Question

A process engineer needs the strength of binding between a potassium ion and a water molecule, first at contact and then as the two are drawn apart. The table gives the interaction energy at four levels of theory; negative values mean binding.

K+ and H2O in the gas phase, computed with Ansatz 0.2.0 in the def2-TZVPPD basis, with frozen cores in CCSD(T). Water is moved rigidly from the PBE0-D4/def2-TZVP minimum along the line from K+ to the mean position of water's atoms (positive: apart). The interaction energy is counterpoise-corrected: pair less both fragments in the pair's basis (negative binds).

```
shift from the minimum (Å)  CCSD(T) (kcal/mol)  PBE0-D4 (kcal/mol)  B3LYP-D4 (kcal/mol)  wB97M-V (kcal/mol)  PBE0-D4 less CCSD(T) (kcal/mol)
                    -0.263              -13.27              -14.92               -14.60              -14.77                            -1.66
                    -0.131              -15.72              -16.96               -16.84              -16.89                            -1.25
                     0.000              -16.54              -17.53               -17.54              -17.46                            -0.99
                     0.131              -16.41              -17.26               -17.36              -17.15                            -0.85
                     0.315              -15.44              -16.25               -16.51              -15.99                            -0.81
                     0.656              -12.90              -14.03               -14.68              -13.26                            -1.12
                     1.313               -8.84               -9.67               -10.09               -9.03                            -0.83
                     2.626               -4.77               -5.04                -5.12               -4.86                            -0.27
```

(a) Why can CCSD(T) serve as the yardstick even at large separation?
(b) The errors of PBE0-D4 and B3LYP-D4 rise again at a shift of 0.656 Å, while that of wB97M-V does not. Suggest a cause and support it with an estimate.
(c) At the minimum the three functionals agree closely. Does this make their common value reliable?
(d) Recommend a level for each purpose, with regard to cost.

Model answer

(a) Drawing the water away breaks no electron pair. A closed-shell ion and a closed-shell molecule simply part, so the usual failure of CCSD(T) on stretched bonds does not arise. What holds them together at long range is electrostatics: the ion attracts the oxygen end of water's permanent dipole, and its field induces a further dipole.

These two effects can be estimated by replacing water with three point charges that reproduce its dipole and adding the induced dipole. With rough textbook constants, none adjusted to the curve, the sum is −4.9 kcal/mol at the largest separation, where CCSD(T) gives −4.77. At the minimum the same model gives −22.5 instead of −16.54 kcal/mol, chiefly because it lacks the repulsion between overlapping electron clouds. A method with a sound dipole for water therefore has most of the outer curve right.

(b) The rise appears in the two functionals that carry the D4 dispersion correction. Dispersion is the attraction between fluctuating dipoles, and it grows with the polarisability of both partners. K+ has lost its loose outer electron and is hard to polarise, whereas a neutral potassium atom is about fifty times softer. London's formula shows what this difference is worth:

E = −(3/2) α₁ α₂ I₁ I₂ / [(I₁ + I₂) R⁶]

Here α is a polarisability, I an ionisation energy and R the distance from potassium to oxygen. Rough values are 1.5 Å³ and 13 eV for water, 0.8 Å³ and 32 eV for K+, and 43 Å³ and 4.3 eV for the neutral atom. At a shift of 1.313 Å, R is 3.94 Å and R⁶ is about 3700 Å⁶:

K+: E ≈ −(17 eV Å⁶) / (3700 Å⁶) ≈ −0.005 eV ≈ −0.1 kcal/mol
neutral K: E ≈ −(310 eV Å⁶) / (3700 Å⁶) ≈ −0.08 eV ≈ −2 kcal/mol

At this distance PBE0-D4 binds 0.64 kcal/mol more than wB97M-V, and B3LYP-D4 binds 1.06 more. That is several times what the ion's dispersion can supply, but within reach of an atom that is treated as partly neutral. The formula is good only to an order of magnitude, and it fails at contact, where the electron clouds overlap.

D4 offers a way for this to happen. It chooses its dispersion coefficients partly by counting neighbours, and an atom with none starts from the value for the free neutral atom. With rough radii potassium loses half of its one neighbour near 3.2 Å, close to where the errors rise. D4 also scales the coefficients by atomic charge, which should lower the value for K+, but perhaps not far enough. wB97M-V takes its dispersion from the electron density, which is compact around K+. The probable cause is thus a D4 coefficient too large for a bare ion. The direct test would be to follow the D4 energy alone along the curve.

(c) No. At the minimum the functionals lie within 0.1 kcal/mol of each other, yet all bind about 1 kcal/mol more than CCSD(T). Agreement among them does not rule out an error that they share.

D4 is not the main source of the deviation at short range for PBE0-D4. At the closest distance its whole D4 energy is about −0.4 kcal/mol, against a difference from CCSD(T) of −1.66.

Part or even all of the deviation may belong to the yardstick. CCSD(T) in a triple-zeta basis, corrected for basis superposition, usually binds too weakly, because such a basis describes the correlated motion of electrons incompletely. The outer core of K+ also needs functions that an ordinary valence basis lacks. CCSD(T) in a larger basis suited to that core would show how the 1 kcal/mol divides between functional and reference.

(d) For a rough binding energy at contact any of the three functionals will do, since the deviation is about 6% of the total. For an equilibrium constant it is serious: 1 kcal/mol, if carried over into the free energy, changes the constant at room temperature about fivefold. That purpose calls for CCSD(T) in the larger basis, and also for the relaxation of the water molecule and the thermal terms, which these interaction energies of rigid fragments leave out.

For the curve from the minimum outwards, wB97M-V is the best choice among the functionals. Its difference from CCSD(T) shrinks at every step, while B3LYP-D4 is off by 1.78 kcal/mol at a shift of 0.656 Å. On the two compressed geometries B3LYP-D4 is slightly closer to CCSD(T), but there all three differ from it by more than 1 kcal/mol, on the side of stronger binding.

Cost matters little for a single water molecule and a great deal for a hydration shell. By formal scaling, doubling the system multiplies the work of a hybrid functional by 16 and that of CCSD(T) by 128. A sensible division of labour is to compute the curve with wB97M-V and to spend CCSD(T) in the larger basis on a few points near contact.

Remarks on the reasoning

A tempting wrong answer to (d) starts from the energy needed to pull the pair from the minimum to a shift of 1.313 Å. PBE0-D4 misses the CCSD(T) value by only 0.16 kcal/mol and wB97M-V by 0.73, so PBE0-D4 seems superior. But PBE0-D4 binds more strongly than CCSD(T) by similar amounts at both ends, and the two deviations cancel.

Pulling further exposes this. At a shift of 2.626 Å the outer error of PBE0-D4 has faded to 0.27 kcal/mol, and the pulling energy then differs from that of CCSD(T) by 0.99 − 0.27 = 0.72 kcal/mol. wB97M-V does no better here: it misses by 0.92 − 0.09 = 0.83 kcal/mol, nearly all of it from the minimum. Judged by this yardstick, its advantage lies in the outer curve itself, not in the energy of pulling from contact, which is why the points near contact need CCSD(T) in the larger basis. An energy difference deserves trust when the error is small at each end, or when the same cause acts with nearly the same strength at both.

A good answer to (b) also keeps its evidence in order. The table shows that the rise occurs in the two functionals with D4 and not in wB97M-V, which differs from them in its exchange as well; the estimate suggests that dispersion of a true K+ is too weak to explain it. That the neighbour count is responsible remains an inference from the distance at which the rise sets in. The printed output below gives the estimates at both outer distances.

Output of the analysis:

```
Differences in kcal/mol:
     row  K-O distance in A  PBE0-D4 less CCSD(T)  B3LYP-D4 less CCSD(T)  wB97M-V less CCSD(T)  PBE0-D4 less wB97M-V  B3LYP-D4 less wB97M-V
  -0.263              2.363                 -1.66                  -1.33                  -1.5                 -0.15                   0.17
  -0.131              2.495                 -1.25                  -1.12                 -1.17                 -0.07                   0.05
     0.0              2.626                 -0.99                     -1                 -0.92                 -0.07                  -0.08
   0.131              2.757                 -0.85                  -0.95                 -0.74                 -0.11                  -0.21
   0.315              2.941                 -0.81                  -1.07                 -0.55                 -0.26                  -0.52
   0.656              3.282                 -1.12                  -1.78                 -0.36                 -0.77                  -1.42
   1.313              3.939                 -0.83                  -1.25                 -0.19                 -0.64                  -1.06
   2.626              5.252                 -0.27                  -0.35                 -0.09                 -0.18                  -0.26
Mean unsigned difference from CCSD(T), PBE0-D4, kcal/mol: 0.9725
Mean unsigned difference from CCSD(T), B3LYP-D4, kcal/mol: 1.106
Mean unsigned difference from CCSD(T), wB97M-V, kcal/mol: 0.69
PBE0-D4 overbinding at shift 0, percent of CCSD(T): 5.985
Spread of the three functionals at shift 0, kcal/mol: 0.08
Spread of the three functionals at shift 0.656, kcal/mol: 1.42
Factor in an equilibrium constant at 298 K from the PBE0-D4 difference at shift 0: 5.322
Energy to pull from shift 0 to 1.313, CCSD(T), kcal/mol: 7.7
Error of that pulling energy, PBE0-D4, kcal/mol: 0.16
Error of that pulling energy, B3LYP-D4, kcal/mol: -0.25
Error of that pulling energy, wB97M-V, kcal/mol: 0.73
D4 energy of the pair at shift -0.263, PBE0-D4, kcal/mol: -0.3932
D4 energy of the pair at shift -0.263, B3LYP-D4, kcal/mol: -0.784
PBE0-D4 difference at -0.263 left without the D4 energy, kcal/mol: -1.267
B3LYP-D4 difference at -0.263 left without the D4 energy, kcal/mol: -0.546
Point charges plus induction at shift 2.626, kcal/mol: -4.876
Point charges plus induction at shift 1.313, kcal/mol: -8.994
Point charges plus induction at shift 0, kcal/mol: -22.5
Induction part alone at shift 1.313, kcal/mol: -1.035
London dispersion with K+ at shift 1.313, kcal/mol: -0.1027
London dispersion with a neutral K atom at shift 1.313, kcal/mol: -1.93
London dispersion with K+ at shift 2.626, kcal/mol: -0.01828
London dispersion with a neutral K atom at shift 2.626, kcal/mol: -0.3435
K-O distance at which D4 counts half a neighbour, rough, A: 3.24
Cost factor for doubling the system, CCSD(T), formal seventh power: 128
Cost factor for doubling the system, hybrid functional, formal fourth power: 16
```
